# Wiener and Hashin–Shtrikman bounds on the effective diffusivity of a two-phase solid with segregation

## 1. Statement

A species diffuses through a solid made of two phases with volume fractions $f_1+f_2=1$. In phase $i$ its diffusivity is $D_i$ and its partition coefficient is $K_i$, so that $c_1/c_2=K_1/K_2$ at equilibrium. The permeability of phase $i$ is $P_i=K_iD_i$.

**(A) Long-time diffusivity.** On lengths and times large against those of the microstructure, the mean concentration obeys Fick's second law with

$$\mathbf D_{\rm eff}=\frac{\mathbf P_{\rm eff}}{f_1K_1+f_2K_2},\tag{1}$$

where $\mathbf P_{\rm eff}$ is the steady-state effective permeability tensor defined in Section 3.

**(B) Wiener bounds.** For any geometry, every eigenvalue $P_\alpha$ of $\mathbf P_{\rm eff}$ satisfies

$$\left(\frac{f_1}{P_1}+\frac{f_2}{P_2}\right)^{-1}\le P_\alpha\le f_1P_1+f_2P_2.\tag{2}$$

**(C) Hashin–Shtrikman bounds.** In three dimensions $\tfrac13\,\mathrm{tr}\,\mathbf P_{\rm eff}$, which is $P_{\rm eff}$ itself for an isotropic composite, lies between the two Maxwell forms

$$M_2=P_2\left[1+\frac{3f_1(P_1-P_2)}{3P_2+f_2(P_1-P_2)}\right],\qquad M_1=P_1\left[1+\frac{3f_2(P_2-P_1)}{3P_1+f_1(P_2-P_1)}\right].\tag{3}$$

The subscript names the phase that acts as matrix. The form whose matrix has the larger $P_i$ is the upper bound. Division by $f_1K_1+f_2K_2$ turns (2) and (3) into bounds on $D_{\rm eff}$. The bounds (2) go back to Wiener (1912), the bounds (3) to Hashin and Shtrikman (1962).

## 2. Premises and reduction to a conduction problem

1. Each phase is a uniform, isotropic continuum in which $\mathbf J=-D_i\nabla c$, with constant $D_i>0$.
2. The species is ideal in each phase (a dilute solute or a tracer): $\mu=\mu_i^\circ+k_BT\ln c$.
3. Interfaces are sharp, store nothing, conduct nothing along themselves and are in local equilibrium: $\mu$ and the normal flux $\mathbf J\cdot\mathbf n$ are continuous.
4. The microstructure is fixed and periodic, with a cell of arbitrary content. A random medium is treated as the limit of large cells. Angle brackets denote the cell average, and $\chi_i$ is 1 in phase $i$ and 0 elsewhere.

Choose a reference medium with $\mu=\mu_r^\circ+k_BT\ln u$. Equating chemical potentials gives $c=K_iu$ with $K_i=\exp[(\mu_r^\circ-\mu_i^\circ)/k_BT]$. The field $u=c/K$ is the concentration that the reference medium would hold in equilibrium with the point considered. By premise 3 it is continuous, whereas $c$ jumps. Since $K_i$ is constant within a phase, $\mathbf J=-K_iD_i\nabla u$, and conservation of matter reads

$$K(\mathbf x)\,\partial_tu=\nabla\cdot\left[P(\mathbf x)\nabla u\right].\tag{4}$$

This is the heat equation with $P$ as conductivity and $K$ as heat capacity per volume. A change of reference multiplies all $K_i$ and $P_i$ by one factor, which cancels in (1). With dimensionless $K_i$, $P$ has the unit cm²/s.

## 3. Effective permeability

In a steady state with mean driving force $\mathbf G=-\langle\nabla u\rangle$ write

$$\mathbf E=-\nabla u=\mathbf G+\nabla\phi,\qquad \mathbf J=P\mathbf E,\qquad \nabla\cdot\mathbf J=0,\tag{5}$$

with $\phi$ periodic and continuous. The problem is linear in $\mathbf G$, so $\langle\mathbf J\rangle=\mathbf P_{\rm eff}\mathbf G$ defines the tensor.

**Lemma.** If $\psi$ is periodic and continuous, and $\mathbf j$ is periodic, divergence-free and has a continuous normal component, then $\langle\mathbf j\cdot\nabla\psi\rangle=0$. Indeed $\mathbf j\cdot\nabla\psi=\nabla\cdot(\psi\mathbf j)$ in each phase. The divergence theorem leaves interface terms, which cancel because $\psi\,\mathbf j\cdot\mathbf n$ is continuous, and cell-face terms, which cancel by periodicity.

For two solutions with means $\mathbf G$ and $\mathbf G'$ the lemma gives

$$\langle\mathbf E'\cdot P\mathbf E\rangle=\mathbf G'\cdot\langle\mathbf J\rangle=\mathbf G'\cdot\mathbf P_{\rm eff}\mathbf G.\tag{6}$$

The left side is symmetric in the two fields and positive when they coincide, so $\mathbf P_{\rm eff}$ is symmetric and positive definite.

## 4. Proof of (A)

The coefficients of (4) are periodic, so its solutions are superpositions of modes $u=e^{i\mathbf q\cdot\mathbf x-\lambda t}\,v(\mathbf x)$ with periodic $v$ and

$$-\lambda Kv=(\nabla+i\mathbf q)\cdot P(\nabla+i\mathbf q)v.\tag{7}$$

Multiply by $v^*$, average and integrate by parts. As in the lemma no boundary terms survive, and

$$\lambda\,\langle K|v|^2\rangle=\langle P\,|(\nabla+i\mathbf q)v|^2\rangle.\tag{8}$$

At $\mathbf q=0$ the value $\lambda=0$ requires $\nabla v=0$. The lowest mode is therefore $v=1$, non-degenerate and separated by a gap $\lambda_1>0$ from the next, and it can be expanded in $\mathbf q$. Put $v=1+i\sum_jq_j\phi_j+O(q^2)$. Then $(\nabla+i\mathbf q)v=i\sum_jq_j(\mathbf e_j+\nabla\phi_j)+O(q^2)$, and (8) shows $\lambda=O(q^2)$. The first-order part of (7) is thus $\nabla\cdot P(\mathbf e_j+\nabla\phi_j)=0$, which is problem (5) for $\mathbf G=\mathbf e_j$. By (6) the right side of (8) is $\mathbf q\cdot\mathbf P_{\rm eff}\mathbf q$ to leading order, and on the left $\langle K|v|^2\rangle\to\langle K\rangle=f_1K_1+f_2K_2$. Complex conjugation of (7) gives $\lambda(-\mathbf q)=\lambda(\mathbf q)$, which removes the cubic term:

$$\lambda(\mathbf q)=\frac{\mathbf q\cdot\mathbf P_{\rm eff}\mathbf q}{f_1K_1+f_2K_2}+O(q^4).\tag{9}$$

For $t\gg1/\lambda_1$ only the lowest branch at small $q$ survives. For these modes the cell-averaged concentration is $\bar c=\langle K\rangle\bar u$ to leading order, and each Fourier component decays as $\exp(-\mathbf q\cdot\mathbf D_{\rm eff}\mathbf q\,t)$ with $\mathbf D_{\rm eff}$ from (1). That is the solution of $\partial_t\bar c=\nabla\cdot\mathbf D_{\rm eff}\nabla\bar c$.

## 5. Proof of (B)

**Upper bound.** Take any trial field $\mathbf E'=\mathbf G+\nabla\psi$ with periodic continuous $\psi$, and let $\eta=\psi-\phi$. Then

$$\langle P\mathbf E'^2\rangle=\langle P\mathbf E^2\rangle+2\langle\mathbf J\cdot\nabla\eta\rangle+\langle P|\nabla\eta|^2\rangle\ \ge\ \mathbf G\cdot\mathbf P_{\rm eff}\mathbf G,\tag{10}$$

because the cross term vanishes by the lemma and the last term is non-negative. The choice $\psi=0$ gives $\mathbf G\cdot\mathbf P_{\rm eff}\mathbf G\le\langle P\rangle G^2$ for every $\mathbf G$.

**Lower bound.** Take any trial flux $\mathbf J'$ of the kind named in the lemma, with the true mean $\bar{\mathbf J}=\langle\mathbf J\rangle$, and let $\boldsymbol\delta=\mathbf J'-\mathbf J$. The cross term is $\langle\mathbf E\cdot\boldsymbol\delta\rangle=\mathbf G\cdot\langle\boldsymbol\delta\rangle+\langle\nabla\phi\cdot\boldsymbol\delta\rangle=0$, so

$$\langle\mathbf J'^2/P\rangle=\langle\mathbf J^2/P\rangle+\langle\boldsymbol\delta^2/P\rangle\ \ge\ \bar{\mathbf J}\cdot\mathbf P_{\rm eff}^{-1}\bar{\mathbf J},\tag{11}$$

where $\langle\mathbf J^2/P\rangle=\mathbf G\cdot\bar{\mathbf J}$ by (6). The choice $\mathbf J'=\bar{\mathbf J}$ gives $1/P_\alpha\le\langle1/P\rangle$ for each eigenvalue. Together these are (2).

**Attainment.** In a laminate, uniform $\mathbf E$ solves (5) for $\mathbf G$ along the layers and uniform $\mathbf J$ solves it for $\mathbf G$ across them. Both bounds are reached in one structure, so (2) cannot be tightened from the volume fractions alone.

## 6. Proof of (C)

**Polarisation equation.** Pick a constant $P_0>0$ different from both $P_i$. Define $\delta P=P-P_0$ and $\boldsymbol\tau=\delta P\,\mathbf E$, so that $\mathbf J=P_0\mathbf E+\boldsymbol\tau$. The condition $\nabla\cdot\mathbf J=0$ becomes $P_0\nabla^2\phi=-\nabla\cdot\boldsymbol\tau$. For Fourier components $e^{i\mathbf k\cdot\mathbf x}$ with reciprocal vectors $\mathbf k\ne0$ this gives $\hat\phi=i\mathbf k\cdot\hat{\boldsymbol\tau}/(P_0k^2)$, and $\nabla\phi$ has the components $i\mathbf k\hat\phi$. Hence

$$\mathbf E=\mathbf G-\Gamma\boldsymbol\tau,\qquad \hat\Gamma(\mathbf k)=\frac{\mathbf k\mathbf k^{T}}{P_0k^2}\ \ (\mathbf k\neq0),\qquad\hat\Gamma(0)=0.\tag{12}$$

The matrix $\mathbf k\mathbf k^T/k^2$ is a real symmetric projector. In the scalar product $\langle\mathbf a\cdot\mathbf b\rangle$ the operator $\Gamma$ is therefore self-adjoint, and $0\le\Gamma\le1/P_0$. With $\mathbf E=\boldsymbol\tau/\delta P$, (12) reads $\mathcal A\boldsymbol\tau=\mathbf G$, where $\mathcal A=1/\delta P+\Gamma$.

**Variational principle.** For any square-integrable periodic field $\boldsymbol\tau'$ define $H[\boldsymbol\tau']=2\langle\boldsymbol\tau'\rangle\cdot\mathbf G-\langle\boldsymbol\tau'\cdot\mathcal A\boldsymbol\tau'\rangle$. At the true field $H=\langle\boldsymbol\tau\rangle\cdot\mathbf G$, and $\langle\boldsymbol\tau\rangle=\langle\mathbf J\rangle-P_0\mathbf G$. With $\boldsymbol\tau'=\boldsymbol\tau+\boldsymbol\epsilon$ the terms linear in $\boldsymbol\epsilon$ cancel because $\mathcal A$ is self-adjoint and $\mathcal A\boldsymbol\tau=\mathbf G$:

$$H[\boldsymbol\tau']=\mathbf G\cdot(\mathbf P_{\rm eff}-P_0)\mathbf G-\langle\boldsymbol\epsilon\cdot\mathcal A\boldsymbol\epsilon\rangle.\tag{13}$$

If $P_0<\min P_i$, both parts of $\mathcal A$ are non-negative and every $H[\boldsymbol\tau']$ is a lower bound on $\mathbf G\cdot(\mathbf P_{\rm eff}-P_0)\mathbf G$. If $P_0>\max P_i$, then $0<P_0-P\le P_0$, so $1/\delta P\le-1/P_0$ and $\mathcal A\le-1/P_0+1/P_0=0$. Every $H[\boldsymbol\tau']$ is then an upper bound.

**Trial field.** Take $\mathbf G=\mathbf e_j$ and $\boldsymbol\tau'=p\,\chi_1\mathbf e_j$ with constant $p$. Parseval's theorem gives

$$H_j=2pf_1-\frac{p^2f_1}{P_1-P_0}-\frac{p^2}{P_0}\sum_{\mathbf k\ne0}|\hat\chi_1(\mathbf k)|^2\frac{k_j^2}{k^2}.\tag{14}$$

The last sum depends on the geometry, but its total over the three axes does not: $\sum_jk_j^2/k^2=1$ and $\sum_{\mathbf k\neq0}|\hat\chi_1|^2=\langle\chi_1^2\rangle-\langle\chi_1\rangle^2=f_1f_2$. The trial field vanishes in phase 2, so (14) is continuous as $P_0\to P_2$, approached from below if $P_2<P_1$ and from above if $P_2>P_1$. Averaging over $j$,

$$\bar H(p)=f_1\left(2p-bp^2\right),\qquad b=\frac1{P_1-P_2}+\frac{f_2}{3P_2},\tag{15}$$

bounds $\tfrac13\mathrm{tr}\,\mathbf P_{\rm eff}-P_2$. It is stationary at $p=1/b$, where

$$\bar H=\frac{f_1}{b}=\frac{3f_1P_2(P_1-P_2)}{3P_2+f_2(P_1-P_2)}=M_2-P_2.\tag{16}$$

For $P_2<P_1$, $b>0$: the point is a maximum and $M_2$ is the best lower bound of this family. For $P_2>P_1$, $1/(P_2-P_1)>1/P_2>f_2/(3P_2)$, so $b<0$: the point is a minimum and $M_2$ is the best upper bound. Interchanging the labels gives $M_1$ as the opposite bound, which proves (C). Only the isotropy of $\mathbf P_{\rm eff}$, not of the correlation functions, is needed to apply (3) to a single component.

**Order of the four bounds.** Define

$$M(P_0)=f_1P_1+f_2P_2-\frac{f_1f_2(P_1-P_2)^2}{f_2P_1+f_1P_2+2P_0}.\tag{17}$$

With $\Delta=P_1-P_2$ one has $f_1P_1+f_2P_2=P_2+f_1\Delta$ and $f_2P_1+f_1P_2=P_2+f_2\Delta$, so $M(P_2)=P_2+3f_1P_2\Delta/(3P_2+f_2\Delta)=M_2$, and by symmetry $M(P_1)=M_1$. Further $M(0)=P_1P_2/(f_2P_1+f_1P_2)$ is the harmonic mean and $M(\infty)$ the arithmetic mean. Since $M$ increases with $P_0$, the interval (3) lies inside (2). Its width is of order $|\Delta|^3$, against $\Delta^2$ for (2).

**Attainment.** Place a core of phase 2 (radius $a$) in a shell of phase 1 (outer radius $b_s$), with $a^3/b_s^3=f_2$, in a medium of permeability $P_*$. Try $u=-Ar\cos\theta$ in the core, $u=-(Br+C/r^2)\cos\theta$ in the shell and the undisturbed $u=-Gr\cos\theta$ outside; all three are harmonic. Continuity of $u$ and $P\,\partial_ru$ gives $A=B+C/a^3$ and $P_2A=P_1(B-2C/a^3)$ at $r=a$, whence $C=\beta Ba^3$ with $\beta=(P_1-P_2)/(2P_1+P_2)$. At $r=b_s$ it gives $G=B(1+\beta f_2)$ and $P_*G=P_1B(1-2\beta f_2)$, so

$$P_*=P_1\frac{1-2\beta f_2}{1+\beta f_2}=M_1.\tag{18}$$

Such a sphere leaves the outer field unchanged. Spheres of all sizes down to zero can be inserted one after another until they fill space, and the permeability remains $M_1$. The bounds (3) are therefore optimal among those using $f_i$ and $P_i$ only.

**Blocking second phase.** For $P_2\to0$, (3) gives

$$0\le\frac{P_{\rm eff}}{P_1}\le\frac{2f_1}{3-f_1}.\tag{19}$$

The lower bound is empty because a continuous insulating film around every grain is an admitted geometry.

## 7. Range of validity

**Time.** Result (A) needs $t\gg1/\lambda_1$, which includes the filling of slow inclusions. Let the matrix be locally equilibrated and vary as $u=\bar u\,e^{st}$, with $s\approx1/t$ as an estimate for an anneal of duration $t$. In a sphere of phase 2, $su=D_2\nabla^2u$ has the regular solution $u=\bar u\,e^{st}\,a\sinh(yr/a)/(r\sinh y)$ with $y=a\sqrt{s/D_2}$. Its volume average is $g\,\bar u\,e^{st}$, so the storage term in (1) becomes $f_1K_1+f_2K_2\,g$ with

$$g(y)=\frac{3(y\coth y-1)}{y^2}.\tag{20}$$

For $y\to0$, $g\to1$ and (1) is recovered. For $y\gg1$, $g\approx3/y$ and the inclusions drop out. The first pole of $g$, at $s=-\pi^2D_2/a^2$, fixes the filling time $t_2=a^2/(\pi^2D_2)$.

**Length.** The diffusion length must exceed the inclusion spacing $\ell$, and $\ell$ must exceed atomic and space-charge lengths.

**Interface resistance.** Suppose $J_n=h\,(u_{\rm in}-u_{\rm out})$. The functional in (10) then gains a term $h$ times the squared jump and admits discontinuous trial fields. The continuous ones keep their value, so $P_{\rm eff}$ can only fall: upper bounds survive and lower bounds fail. For a sphere with $u=-Ar\cos\theta$ inside, $J_r=P_2A\cos\theta$ and $u_{\rm out}(a)=-Aa\,[1+P_2/(ha)]\cos\theta$. Seen from outside it acts as a sphere with

$$P_{\rm eq}=\left(\frac1{P_2}+\frac1{ha}\right)^{-1}.\tag{21}$$

**Interface layers.** A layer of thickness $w$ on spheres is a third phase of fraction about $3f_2w/a$. If it conducts or stores much better than the bulk, it can break the two-phase upper bound or change the denominator of (1).

**Ionic conduction.** In linear response the current density is $-\sigma_i$ times the gradient of the electrochemical potential per charge, which is continuous, and the current is divergence-free. This is problem (5), so (2), (3) and (19) hold for $\sigma$ without premise 2. A non-linear sorption isotherm is covered only for small departures from a uniform state.

## 8. Illustration: oxygen in YSZ with alumina inclusions or pores

Phase 1 is cubic (ZrO₂)₀.₉₂(Y₂O₃)₀.₀₈ at 1073 K. Phase 2 has $f_2=0.20$ and consists of spheres with $a=0.5$ µm. Typical or assumed inputs: YSZ lattice constant 5.14 Å, ionic conductivity $\sigma_1=0.04$ S/cm, oxygen tracer diffusivity $D_1=5\times10^{-8}$ cm²/s, and $D_2=10^{-20}$ cm²/s as a generous upper value for alumina. All results are the model's.

**Partition coefficient.** A tracer is in equilibrium at equal isotopic fraction, so $K_i$ is proportional to the oxygen density $n_i$; set $K_1=1$. The YSZ formula has 1.08 cations and 2.08 oxygens. The fluorite cell holds 4 cations, hence 7.70 oxygens in 135.8 Å³, and $n_1=5.67\times10^{22}$ cm⁻³. For corundum the compiled constants $a_h=4.7589$ Å and $c_h=12.991$ Å (Lallet 2009, room temperature presumed) give a hexagonal cell volume $(\sqrt3/2)a_h^2c_h=254.8$ Å³ with 18 oxygens, so $n_2=7.06\times10^{22}$ cm⁻³ and $K_2=1.25$. Differential thermal expansion, typically a correction of under one per cent to this ratio, is neglected. Then $P_2/P_1=2.5\times10^{-13}$, which also makes the anisotropy of corundum irrelevant to the upper bounds.

| Bound | $P_{\rm eff}$ |
|---|---|
| arithmetic mean | $0.80\,P_1$ |
| $M_1$ (YSZ matrix) | $0.727\,P_1$ |
| $M_2$ (alumina matrix) | $13.0\,P_2$ |
| harmonic mean | $5.0\,P_2$ |

The first and last rows are realised along and across a laminate, the geometry of the ZrO₂/Al₂O₃ dielectric stacks of memory capacitors. For insulating alumina or pores in an isotropic body, (19) gives $\sigma_{\rm eff}\le0.029$ S/cm.

**Tracer diffusion with alumina.** The strict long-time limit has $f_1K_1+f_2K_2=1.05$ and $D_{\rm eff}\le0.69\,D_1=3.5\times10^{-8}$ cm²/s. It requires $t\gg t_2=2.5\times10^{10}$ s. For an anneal of $10^4$ s, $y=5.0\times10^3$, $g=6.0\times10^{-4}$ and $f_2K_2g=1.5\times10^{-4}$, negligible against $f_1K_1=0.80$. The matrix does homogenise: one sphere per volume $\ell^3=4\pi a^3/(3f_2)$ gives $\ell=1.4$ µm and $\ell^2/D_1=0.4$ s. The tracer then spreads with

$$D_{\rm app}\le\frac{2}{3-f_1}D_1=0.909\,D_1=4.5\times10^{-8}\ \text{cm}^2/\text{s},$$

over $\sqrt{D_{\rm app}t}\approx0.2$ mm $\gg\ell$. Counting the alumina oxygen or not changes the result by a factor 1.31, more than the 9 per cent that obstruction costs at the bound.

**Tracer diffusion with pores.** With an assumed O₂ pressure of 0.21 atm the gas holds $2p_{\rm O_2}/k_BT=2.9\times10^{18}$ oxygen atoms per cm³, so $K_2=5.1\times10^{-5}$. With an assumed gas diffusivity of 1 cm²/s, $P_2/P_1=1.0\times10^3$. Under premise 3 the pores would be short circuits, and $M_1=1.75\,P_1$ would be the lower bound. Surface exchange decides the matter. Here $h=K_1k_s$, and an assumed generous $k_s=10^{-7}$ cm/s for bare YSZ gives $P_{\rm eq}/P_1=1.0\times10^{-4}$ from (21). The pores block, their storage is negligible, and the value $0.909\,D_1$ applies again. They would turn neutral only near $k_s=D_1/a=1.0\times10^{-3}$ cm/s.

**Relation to real ceramics.** A space-charge layer of typical thickness 1 nm occupies a fraction $1.2\times10^{-3}$ and matters only if its properties differ from the bulk by orders of magnitude. The input $\sigma_1$ must include the grain-boundary resistance of the YSZ as it is in the composite. Typically, compact isolated inclusions at this fraction leave the conductivity close to the model's 0.029 S/cm, while flattened pores or alumina spread along grain boundaries lower it by some tens of per cent or more, in the direction that the bound allows.